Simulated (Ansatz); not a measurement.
**A family of molecules: the HOMO–LUMO gap**

One atom is swapped for its congeners: CH4BFO2 `COB(O)F`; CH4BClO2 `COB(O)Cl`; CH4BBrO2 `COB(O)Br`. All are singlets with charge 0.

Shapes, held fixed at every level: PBE0-D4/def2-TZVP. Flexible molecules stand in one conformer, not always the lowest. Programs: Ansatz 0.2.0. Values in eV.

```json
{"level": "PBE-D4/def2-TZVPP", "CH4BFO2": "7.04", "CH4BClO2": "7.27", "CH4BBrO2": "6.89"}
{"level": "r2SCAN-D4/def2-TZVPP", "CH4BFO2": "8.10", "CH4BClO2": "8.10", "CH4BBrO2": "7.62"}
{"level": "B3LYP-D4/def2-TZVPP", "CH4BFO2": "8.85", "CH4BClO2": "9.09", "CH4BBrO2": "8.59"}
{"level": "PBE0-D4/def2-TZVPP", "CH4BFO2": "9.48", "CH4BClO2": "9.70", "CH4BBrO2": "9.23"}
{"level": "wB97M-V/def2-TZVPP", "CH4BFO2": "13.21", "CH4BClO2": "13.44", "CH4BBrO2": "12.87"}
{"level": "wB97X-V/def2-TZVPP", "CH4BFO2": "13.80", "CH4BClO2": "14.02", "CH4BBrO2": "13.45"}
```

At wB97X-V/def2-TZVPP the HOMO–LUMO gap isn't monotonic: it is largest for Cl and smallest for Br (14.02 and 13.45 eV). 5 of 6 levels show this order throughout; 5 agree on the largest and the smallest. Relativity is left out for Br unless named. Orbital gaps aren't excitation energies, and the LUMO depends on the basis.

Bromine gives the smallest gap at every level, while the order of fluorine and chlorine is less clear-cut: chlorine lies higher in five rows, but r2SCAN puts both at 8.10 eV. The drop from chlorine to bromine fits the halogen lone pairs, which rise in energy as the valence p shell becomes larger and less tightly bound, and so probably push up the HOMO. With fluorine these lone pairs lie deep, and the HOMO is more likely oxygen-based. Fluorine's electronegativity alone would therefore suggest the widest gap there, but π donation into the empty boron p orbital also matters, and the frontier levels need not shift in parallel. The choice of functional moves the gap far more than the halogen does, probably because a larger share of exact exchange separates occupied from virtual levels. The substituent ordering is thus better supported than any absolute gap. Without the separate orbital energies, the small fluorine–chlorine difference can't be assigned to either the HOMO or the LUMO.
